\section*{Notes: Kohn anomaly and mean-field Peierls transition, ZrTe$_3$}

ZrTe$_3$ orders into an incommensurate charge density wave at about 63~K, driven by the nearly flat Fermi sheets of the Te $5p$ chain band. I want to know what the perfectly nested one-dimensional model says about the soft phonon above that temperature and the gap below it. I identify $T_{\rm MF}$ with 63~K, which fixes the coupling, so the transition temperature is an input and predicts nothing. The other inputs are illustrative: nesting holds out to $E_c=0.5$~eV from $E_F$, and the bare phonon at the nesting vector $Q$ (``$2k_F$'') has $\hbar\omega_0=6$~meV. Bare means screened by everything except the nested sheets.

\subsection*{Estimate by hand}

A distortion at $Q$ mixes a state at $-\xi$ with one at $+\xi$, and second order gains $1/\xi$ per pair. Every decade of $\xi$ contributes equally, from $E_c$ down to where the Fermi edge is smeared, $\xi\sim kT$. The electrons therefore remove a fraction $\lambda\ln(E_c/kT)$ of the lattice stiffness, with $\lambda$ a dimensionless coupling:
\begin{equation}
\omega^2\approx\omega_0^2\,[1-\lambda\ln(E_c/kT)]=\lambda\omega_0^2\ln(T/T_{\rm MF}).
\end{equation}
With $kT_{\rm MF}\approx5$~meV, $E_c/kT_{\rm MF}\approx100$, the logarithm is about 5 and $\lambda\approx0.2$. Rounding 63~K to 60~K, $\ln(100/60)\approx0.5$ and $\ln(300/60)\approx1.6$, so $\hbar\omega\approx1.9$~meV at 100~K and $3.4$~meV at 300~K.

At $T=0$ the gap must cut off the same logarithm at the same place, so $\Delta_0\approx kT_{\rm MF}\approx5$~meV and $2\Delta_0/kT_{\rm MF}\approx2$. A Landau guess $\Delta\approx\Delta_0\sqrt{1-T/T_{\rm MF}}$ gives 1.6~meV at $0.9\,T_{\rm MF}$.

\subsection*{Careful calculation}

For $N$ cells the coupling is
\begin{equation}
H_{ep}=\frac{g}{\sqrt N}\sum_{kq\sigma}c^\dagger_{k+q\sigma}c_{k\sigma}\,(b_q+b^\dagger_{-q}).
\end{equation}
$N(0)$ is the density of states of the nested band per cell and per spin, counting both sheets, and is constant for $|\xi|<E_c$. Each left-sheet state at $-\xi$ is coupled to one right-sheet state at $+\xi$, so with two spins the number of coupled pairs per unit $\xi$ is $2\times N(0)/2=N(0)$. Since $2Q$ is not a reciprocal lattice vector, $Q$ and $-Q$ are two distinct phonon modes.

Freeze $\langle b_Q\rangle=\langle b_{-Q}\rangle^*=\sqrt N\beta$ and set $\Delta=2g|\beta|$. The lattice energy per cell is $2\hbar\omega_0|\beta|^2=N(0)\Delta^2/\lambda$, with
\begin{equation}
\lambda=\frac{2g^2N(0)}{\hbar\omega_0}.
\end{equation}
(At half filling $Q\equiv-Q$ is a single mode. The pairs are the same, but the lattice energy at the same $\Delta=2g\beta$ is only $\hbar\omega_0\beta^2$, so $\lambda$ doubles to $4g^2N(0)/\hbar\omega_0$.) Each pair has diagonal energies $\mp\xi$ and off-diagonal element $\Delta$, hence levels $\pm E=\pm\sqrt{\xi^2+\Delta^2}$, and the full gap is $2\Delta$. The grand potential per cell is
\begin{equation}
\Omega=N(0)\left[\frac{\Delta^2}{\lambda}-2kT\int_{-E_c}^{E_c}\!d\xi\,\ln\!\Big(2\cosh\frac{E}{2kT}\Big)\right].
\label{omega}
\end{equation}

\emph{Above $T_{\rm MF}$.} The term quadratic in $\Delta$ is $N(0)\Delta^2(1/\lambda-L)$, with
\begin{equation}
L=\int_0^{E_c}\!\frac{d\xi}{\xi}\tanh\frac{\xi}{2kT}=\ln\frac{A E_c}{kT},\qquad A=\frac{2e^{\gamma}}{\pi}=1.134,
\end{equation}
where $\gamma$ is Euler's constant and the corrections are exponentially small in $E_c/kT$. In the adiabatic limit the ionic mass is unchanged and the stiffness is multiplied by $1-\lambda L$:
\begin{equation}
\omega^2(Q,T)=\omega_0^2\Big[1-\lambda\ln\frac{AE_c}{kT}\Big]=\lambda\omega_0^2\ln\frac{T}{T_{\rm MF}},\qquad kT_{\rm MF}=AE_c\,e^{-1/\lambda}.
\label{soft}
\end{equation}
With $kT_{\rm MF}=5.429$~meV, $1/\lambda=4.648$ and $\lambda=0.215$. Then $\hbar\omega=1.89$~meV at 100~K and $3.48$~meV at 300~K.

\emph{Below $T_{\rm MF}$.} Setting $\partial\Omega/\partial\Delta=0$ in Eq.~(\ref{omega}) gives
\begin{equation}
\frac1\lambda=\int_0^{E_c}\!\frac{d\xi}{E}\tanh\frac{E}{2kT},
\label{gap}
\end{equation}
which has the form of the BCS gap equation. At $T=0$ the integral is ${\rm arsinh}(E_c/\Delta_0)$, so $\Delta_0=E_c/\sinh(1/\lambda)\simeq2E_ce^{-1/\lambda}$ and
\begin{equation}
\frac{2\Delta_0}{kT_{\rm MF}}=\frac4A=2\pi e^{-\gamma}=3.53,
\end{equation}
i.e.\ $\Delta_0=9.58$~meV and a full gap of $19.2$~meV. Near $T_{\rm MF}$ I use $\tanh(E/2kT)/E=4kT\sum_{n\ge0}(E^2+\epsilon_n^2)^{-1}$, $\epsilon_n=(2n+1)\pi kT$, subtract the $\Delta=0$ integral and let $E_c\to\infty$ in the difference:
\begin{equation}
\ln\frac{T_{\rm MF}}{T}=2\pi kT\sum_{n\ge0}\Big[\frac1{\epsilon_n}-\frac1{\sqrt{\epsilon_n^2+\Delta^2}}\Big]\simeq\frac{7\zeta(3)}{8\pi^2}\Big(\frac{\Delta}{kT}\Big)^2,
\end{equation}
using $\sum_{n\ge0}(2n+1)^{-3}=7\zeta(3)/8$. To leading order in $1-T/T_{\rm MF}$,
\begin{equation}
\Delta(T)=\sqrt{\frac{8\pi^2}{7\zeta(3)}}\;kT_{\rm MF}\sqrt{1-T/T_{\rm MF}}=3.06\,kT_{\rm MF}\sqrt{1-T/T_{\rm MF}}.
\end{equation}
At $0.9\,T_{\rm MF}$ this is 5.26~meV, and the numerical root of Eq.~(\ref{gap}) is 5.04~meV.

\emph{Neglected terms.} Keeping the frequency in the electronic response puts $2\xi-\hbar\omega-i0$ in the denominator:
\begin{equation}
L\to\int_{-E_c}^{E_c}\!d\xi\,\frac{\tanh(\xi/2kT)}{2\xi-\hbar\omega-i0}
=L-\psi\Big(\tfrac12-\frac{i\hbar\omega}{4\pi kT}\Big)+\psi\big(\tfrac12\big)\simeq L+\frac{i\pi\hbar\omega}{8kT},
\end{equation}
with $\psi$ the digamma function. The mode equation becomes $\omega^2+i\Gamma\omega=\lambda\omega_0^2\ln(T/T_{\rm MF})$ with $\hbar\Gamma=\pi\lambda(\hbar\omega_0)^2/8kT$. That is 0.35~meV at 100~K and 0.56~meV at $T_{\rm MF}$, and the mode is overdamped only within about 0.6~K of the transition. The next term, $-7\zeta(3)(\hbar\omega/4\pi kT)^2$, raises $\omega^2$ by 0.6\% at 100~K.

Nesting misfit matters more. If $\xi_k+\xi_{k+q}=\delta$, the static integral gives
\begin{equation}
L\to L-{\rm Re}\,\psi\Big(\tfrac12+\frac{i\delta}{4\pi kT}\Big)+\psi\big(\tfrac12\big).
\end{equation}
At 100~K a misfit of 30~meV lowers $L$ by 0.50, more than $\ln(T/T_{\rm MF})=0.462$ itself, and at fixed $\lambda$ lifts $\hbar\omega$ to 2.73~meV. Read as $\delta=\hbar v_F(q-Q)$ with an illustrative $\hbar v_F=5$~eV\,\AA, this happens $0.006$~\AA$^{-1}$ from $Q$ along the chains, so the anomaly is a very narrow dip. Read as a warping of $\pm30$~meV across the sheets that no choice of $Q$ removes, it rivals the whole effect.

\subsection*{Why the two differ}

\begin{center}
\begin{tabular}{lcc}
 & hand & careful\\ \hline
$\lambda$ & 0.2 & 0.215\\
$\hbar\omega$(100 K), meV & 1.9 & 1.89\\
$\hbar\omega$(300 K), meV & 3.4 & 3.48\\
$\Delta_0$, meV & 5 & 9.58\\
$\Delta(0.9\,T_{\rm MF})$, meV & 1.6 & 5.04
\end{tabular}
\end{center}

The frequencies agree because Eq.~(\ref{soft}) depends on a difference of two logarithms of the same kind, from which $A$ and $E_c$ cancel. They survive only inside $\lambda$, where $4.648=4.605+0.126-0.082$: the terms are $\ln100$, $\ln A$ and the rounding of $kT_{\rm MF}$. Calling this 5 made $\lambda$ 7\% low. At 100~K my $\ln(T/T_{\rm MF})$ was 8\% high, so the close match there is a cancellation; at 300~K a 2\% shortfall remains. Doubling $E_c$ moves $\lambda$ only to 0.187 and $\hbar\omega$(100~K) to 1.76~meV, and leaves $\Delta_0$ alone. This tolerance works in one direction. Run forwards, $\lambda=0.2$ returns $T_{\rm MF}=44$~K, because $\delta\ln T_{\rm MF}=\delta\lambda/\lambda^2$.

The gap compares two logarithms of different kinds, so the constants are the whole answer. Temperature cuts the integral at an effective $kT/A=0.882\,kT$. The gap cuts it at $\Delta/2$, since ${\rm arsinh}(E_c/\Delta)\simeq\ln[E_c/(\Delta/2)]$. The integrands show why. At $\xi=0$ the thermal one equals $1/2kT$ and the gapped one $1/\Delta$, so matching heights asks for $\Delta=2kT$. The gapped integrand approaches $1/\xi$ only as a power law, which loses extra weight and brings the ratio down to 1.764. Together with 1.086 from rounding $kT_{\rm MF}$, this gives the factor 1.92 between 5 and 9.58~meV.

Near $T_{\rm MF}$ a third factor enters. My Landau guess lets $\Delta^2$ grow linearly all the way to $T=0$. In fact $\Delta$ saturates at low temperature, where excitation across the gap is exponentially rare, so the rise is packed close to $T_{\rm MF}$ and the prefactor is $3.063/1.764=1.737$ times $\Delta_0$. The higher-order terms at $0.9\,T_{\rm MF}$ give back 0.958, and $1.086\times1.764\times1.737\times0.958=3.19$ is the full ratio.

All these numbers are the model's. A strictly one-dimensional system has no ordered phase at finite temperature. In a chain compound, fluctuations and warping push the three-dimensional ordering below the perfect-nesting $T_{\rm MF}$. Warping does so without touching $\Delta_0$ as long as $|\delta|/2<\Delta_0$ everywhere, because the levels $\delta/2\pm E$ keep their zero-temperature filling. Both effects raise $2\Delta_0/kT_c$ above 3.53, with $T_c$ the ordering temperature. As typical knowledge, the full gap in ZrTe$_3$ is of order 50 to 70~meV, so the model's 19.2~meV is low by about a factor of 3, and the phonon typically stays harder and collapses closer to the transition than $\sqrt{\ln(T/T_c)}$ allows. The identification of $T_{\rm MF}$ with 63~K is the weak step, and it costs more in $\Delta_0$ than the factor 1.92 between my two calculations.